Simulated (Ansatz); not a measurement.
**Abstraction of F: SnH3F + C2H5O → SnH3 + C2H5FO**

Species: SnH3F `[F][SnH3]`, singlet; C2H5O (methoxymethyl) `[CH2]OC`, doublet; SnH3 `[SnH3]`, doublet; C2H5FO (methoxymethyl fluoride) `COCF`, singlet. A radical takes F: the energy is the difference in strength between the Sn–F bond broken and the C–F bond made.

Shapes, held fixed at every level: PBE0-D4/def2-TZVP. Flexible molecules stand in one conformer, not always the lowest. Programs: Ansatz 0.2.0. The zero-point and thermal change to 298 K, harmonic and unscaled (PBE0-D4/def2-TZVP), is +7.5 kJ/mol.

Question: Estimate ΔH(298 K) of this reaction.

Answer: The highest level, CCSD(T)/def2-TZVPP, gives ΔH(298 K) = +3.0 kJ/mol; the levels span -12.6 to +12.8. That is about zero within the method's error. They disagree on the sign: 5 of 7 are positive. The column of differences is taken from that level and isn't an error. No measured value is set beside it here. Open shells run unrestricted unless RO is named. For atoms past krypton def2 sets carry core potentials with scalar relativity. Correlated rows may include outer-core shells of Sn, which these sets cover unevenly. Times are processor times on shared x86 and Arm servers, and rough.

```csv
level,kind,ΔH(298 K) (kJ/mol),less CCSD(T)/def2-TZVPP,CPU time (sum over the molecules)
HF/def2-SVP,Hartree–Fock,-3.7,-6.7,–
PBE-D4/def2-TZVPP,GGA,+4.9,+1.9,15 s
r2SCAN-D4/def2-TZVPP,meta-GGA,+12.8,+9.8,29 s
B3LYP-D4/def2-TZVPP,global hybrid,+11.8,+8.8,19 s
PBE0-D4/def2-TZVPP,global hybrid,+2.4,-0.6,15 s
MP2/def2-SVP,perturbation theory,-12.6,-15.6,–
CCSD(T)/def2-TZVPP,coupled cluster or CI,+3.0,0.0,6.7 min
```

The Sn–F bond broken and the C–F bond made are nearly equal in strength, so fluorine has little enthalpic preference for either partner. Tin's low electronegativity gives Sn–F a large ionic contribution, which offsets the better overlap in the shorter C–F bond. The ether oxygen acts on both sides of the carbon balance: its lone pair donates into the C–F antibonding orbital and stabilises the fluoride, but it also delocalises the unpaired electron of the methoxymethyl radical, so much of the gain probably cancels.

The thermal term of +7.5 kJ/mol exceeds the coupled-cluster total of +3.0, so the electronic energy alone slightly favours fluorine transfer to carbon. The stiffer vibrations of the new C–F bond probably account for much of this shift. Both negative enthalpies come from def2-SVP, while every def2-TZVPP level is positive, which suggests that the small basis contributes to the change of sign. Near-thermoneutrality doesn't imply easy exchange, since the barrier to fluorine abstraction remains undetermined.
